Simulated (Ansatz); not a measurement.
# Ge: the change of pressure and energy less free atoms with volume scale

Results calculated with Ansatz 0.2.0, not measured. Periodic Kohn-Sham DFT of a crystal at fixed atoms, scaled to volume_scale times the given cell; pressure positive in compression, energy less spherical unpolarised free atoms, largest_vzz the field gradient of largest size among the nuclei.

The cell before it is scaled or strained (space group P6_3/mmc, No. 194):
```
Ge
1.0
      3.9976     0.0000     0.0000
     -1.9988     3.4620     0.0000
      0.0000     0.0000     6.5994
Ge
4
Direct
  0.66667 0.33333 0.06290
  0.33333 0.66667 0.56290
  0.66667 0.33333 0.43710
  0.33333 0.66667 0.93710
```

Settings of every row: method all-electron LAPW; functional PBEsol; relativity scalar; k mesh 11x11x6; filling fermi-dirac; smearing width 0.05 eV; basis error target 1 meV/atom; nucleus gaussian.

Atom start moment: 0 on all atoms.

Limits: the cell comes from a prototype or a list of computed structures and needn't be the stable phase.

| row | volume scale | V (Å³/atom) | pressure (GPa) | energy less free atoms (eV/atom) |
| --- | --- | --- | --- | --- |
| 1 | 0.94 | 21.463 | 4.757 | -4.8852 |
| 2 | 0.96 | 21.92 | 2.956 | -4.8962 |
| 3 | 0.98 | 22.377 | 1.354 | -4.9023 |
| 4 | 0.99 | 22.605 | 0.629 | -4.9037 |
| 5 | 1 | 22.833 | -0.052 | -4.9041 |
| 6 | 1.01 | 23.062 | -0.702 | -4.9035 |
| 7 | 1.02 | 23.29 | -1.321 | -4.9021 |
| 8 | 1.04 | 23.747 | -2.461 | -4.8966 |
| 9 | 1.06 | 24.203 | ? | ? |

Question: what pressure and energy less free atoms should row 9 give?

Worked fit of pressure. Take u = (V_r/V)^(2/3) − 1 with V_r = 22.719 Å³ an atom, which is twice the finite (Eulerian) strain; such expansions in the strain, on which the Birch-Murnaghan equation of state is built, carry the rest volume and the bulk modulus. The shown rows have u = 0.03864, 0.02416, 0.01016, 0.00336, -0.00333, -0.00994, -0.01641, -0.02907. Least squares give pressure = 0.2839 + 102.46 × u + 306.04 × u² + 1008 × u³ GPa; a parabola predicts inner rows, each left out in turn, worse (root mean square 0.011 against 0.005 GPa). The rows lie off it by -0.001, 0.004, -0.004, -0.003, 0.002, 0.003, -0.001, 0.000. The pressure vanishes at u = -0.0028, or V = 22.81 Å³ an atom, and there the bulk modulus at fixed shape and fractions is B = −V dP/dV = (2/3)(1 + u) dP/du = 67 GPa. Letting shape and atoms relax would as a rule lower it, by much in layered, chain or molecular crystals. The withheld row has u = -0.04131, so the fit gives 0.2839 + 102.46 × (-0.04131) + 306.04 × (-0.04131)² + 1008 × (-0.04131)³ = -3.498 GPa.

The calculation gave -3.476 GPa. The fit lies 0.022 GPa (0.27 % of the column's range) below it; its largest miss of a shown row is 0.004 GPa. This row lies beyond the range of the fit.

Worked fit of energy less free atoms. Take u = (V_r/V)^(2/3) − 1 with V_r = 22.719 Å³ an atom, which is twice the finite (Eulerian) strain; such expansions in the strain, on which the Birch-Murnaghan equation of state is built, carry the rest volume and the bulk modulus. The shown rows have u = 0.03864, 0.02416, 0.01016, 0.00336, -0.00333, -0.00994, -0.01641, -0.02907. Least squares give energy less free atoms = −4.90403 + 0.058 × u + 10.914 × u² + 4.9 × u³ eV/atom; a parabola predicts inner rows, each left out in turn, worse (root mean square 5.7e-05 against 3.4e-05 eV/atom). All shown rows lie on it to the printed digit. Its lowest point lies at u = -0.0027, or V = 22.81 Å³ an atom, and the curvature there gives the bulk modulus at fixed shape and fractions, B = (4/9)(1 + u)² E″(u)/V = 67.5 GPa. Letting shape and atoms relax would as a rule lower it, by much in layered, chain or molecular crystals. The withheld row has u = -0.04131, so the fit gives −4.90403 + 0.058 × (-0.04131) + 10.914 × (-0.04131)² + 4.9 × (-0.04131)³ = -4.8881 eV/atom.

The calculation gave -4.8881 eV/atom. The fit meets it to the printed digit. This row lies beyond the range of the fit.
